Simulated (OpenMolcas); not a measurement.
**A ladder of methods for Si2NH5F (SMILES F[SiH2]N[SiH2])**

Si2NH5F has 9 atoms, charge 0, and is taken as a doublet. As SMILES, `F[SiH2]N[SiH2]`. Geometry: relaxed at PBE0-D4/def2-TZVP. This is one conformer, not always the lowest.

| atom | x (Å) | y (Å) | z (Å) |
| --- | --- | --- | --- |
| F | -1.7782 | 1.2089 | -1.1818 |
| Si | -0.2880 | 1.1236 | -0.6049 |
| N | 0.2415 | -0.4914 | -0.4030 |
| Si | 0.0236 | -1.5336 | 0.9679 |
| H | 0.5763 | 1.7991 | -1.5988 |
| H | -0.3028 | 1.7798 | 0.7188 |
| H | 0.6004 | -0.9422 | -1.2345 |
| H | -0.2463 | -0.6500 | 2.1362 |
| H | 1.2618 | -2.3407 | 1.1827 |

Each level gives the dipole moment (D). The values are calculated.

| level | kind | program | value (D) | CPU time |
| --- | --- | --- | --- | --- |
| UHF/6-31G* (spherical functions) | Hartree–Fock | OpenMolcas | 1.69 | 9.9 s |
| USVWN5/6-31G* (spherical functions) | LDA | OpenMolcas | 1.69 | 35 s |
| U-revPBE/6-31G* (spherical functions) | GGA | OpenMolcas | 1.56 | 55 s |
| UBLYP/6-31G* (spherical functions) | GGA | OpenMolcas | 1.57 | 56 s |
| U-r2SCAN/6-31G* (spherical functions) | meta-GGA | OpenMolcas | 1.60 | 63 s |
| UTPSS/6-31G* (spherical functions) | meta-GGA | OpenMolcas | 1.56 | 60 s |
| UM06-2X/6-31G* (spherical functions) | hybrid meta-GGA | OpenMolcas | 1.60 | 56 s |
| UB3LYP/6-31G* (Cartesian functions) | global hybrid | OpenMolcas | 1.62 | 58 s |

The values span 1.56 to 1.69 D. Magnitudes only. CPU times are rough (shared hosts, several kinds of processor): they show what a rung costs within a factor of a few.

The dipole moment depends only weakly on the electronic-structure treatment, and it doesn't move steadily up the ladder. Hartree–Fock and LDA coincide at 1.69 D, while revPBE and TPSS give the lowest value, 1.56 D. B3LYP lies above BLYP, as expected if exact exchange makes the polar bonds slightly more ionic, but M06-2X only matches r2SCAN, so the exact-exchange fraction alone doesn't order the results.

The moderate size of the moment probably reflects partial cancellation. Silicon is much less electronegative than fluorine or nitrogen, so the Si–F and Si–N bonds are strongly polar, but the hydridic Si–H bonds work against the Si–F contribution and the N–H bond against the combined pull of the two Si–N bonds. The unpaired electron is expected mainly on the terminal, three-coordinate silicon, where its lone-orbital character also contributes to the moment.

The close agreement doesn't establish the absolute dipole, since every level shares a small basis without diffuse functions, and an error from that source could be common to all of them.
